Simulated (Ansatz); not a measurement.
# HfHg: the change of pressure and energy above given cell with volume ratio

Results calculated with Ansatz 0.2.0, not measured. Plane-wave density functional theory, PAW datasets, Gaussian smearing 0.05 eV: equation of state, the given cell scaled in volume with shape and atoms relaxed at each volume.

The cell before it is scaled or strained (space group Pm-3m, No. 221):
```
CELL_PARAMETERS angstrom
3.43730 0.00000 0.00000
0.00000 3.43730 0.00000
0.00000 0.00000 3.43730
ATOMIC_POSITIONS crystal
Hf 0.00000 0.00000 0.00000
Hg 0.50000 0.50000 0.50000
```

Settings of every row: paw set soft_2; functional PBEsol; spin treatment none; moment partition spheres; spin axis none; wave cutoff 420 eV; k mesh 10x10x10; symmetry use detected.

Atom hubbard u: 0 on all atoms.

Limits: no spin-orbit coupling, which can matter with elements this heavy; the cell comes from a prototype or a list of computed structures and needn't be the stable phase.

```csv
row,volume ratio,V (Å³/atom),pressure (GPa),energy above given cell (meV per atom)
1,0.96,19.494,5.756,13.93
2,0.98,19.9,2.697,3.35
3,1,20.306,-0.002,0
4,1.02,20.712,?,?
5,1.04,21.118,-4.621,12.1
```

Question: what pressure and energy above given cell should row 4 give?

Worked fit of pressure. Take u = (V_r/V)^(2/3) − 1 with V_r = 20.103 Å³ an atom, which is twice the finite (Eulerian) strain; such expansions in the strain, on which the Birch-Murnaghan equation of state is built, carry the rest volume and the bulk modulus. The shown rows have u = 0.02072, 0.00679, -0.00668, -0.0323. Least squares give pressure = 1.3119 + 202.264 × u + 577.33 × u² GPa; a straight line predicts inner rows, each left out in turn, worse (root mean square 0.25 against 0.03 GPa). The rows lie off it by 0.005, -0.015, 0.011, -0.002 (root mean square 0.0097 GPa). The pressure vanishes at u = -0.0066, or V = 20.3 Å³ an atom, and there the bulk modulus with shape and atoms relaxed is B = −V dP/dV = (2/3)(1 + u) dP/du = 129 GPa. The withheld row has u = -0.0197, so the fit gives 1.3119 + 202.264 × (-0.0197) + 577.33 × (-0.0197)² = -2.449 GPa.

The calculation gave -2.436 GPa. The fit lies 0.013 GPa (0.13 % of the column's range) below it; its largest miss of a shown row is 0.015 GPa.

Worked fit of energy above given cell. Take u = (V_r/V)^(2/3) − 1 with V_r = 20.103 Å³ an atom, which is twice the finite (Eulerian) strain; such expansions in the strain, on which the Birch-Murnaghan equation of state is built, carry the rest volume and the bulk modulus. The shown rows have u = 0.02072, 0.00679, -0.00668, -0.0323. Least squares give energy above given cell = 0.823 + 248.73 × u + 18511.4 × u² meV per atom; a straight line predicts inner rows, each left out in turn, worse (root mean square 8.1 against 0.032 meV per atom). The rows lie off it by 0.01, -0.02, 0.01, 0.00. Its lowest point lies at u = -0.0067, or V = 20.31 Å³ an atom, and the curvature there gives the bulk modulus with shape and atoms relaxed, B = (4/9)(1 + u)² E″(u)/V = 128 GPa. The withheld row has u = -0.0197, so the fit gives 0.823 + 248.73 × (-0.0197) + 18511.4 × (-0.0197)² = 3.11 meV per atom.

The calculation gave 3.12 meV per atom. The fit lies 0.01 meV per atom (0.072 % of the column's range) below it, one unit of the last digit.
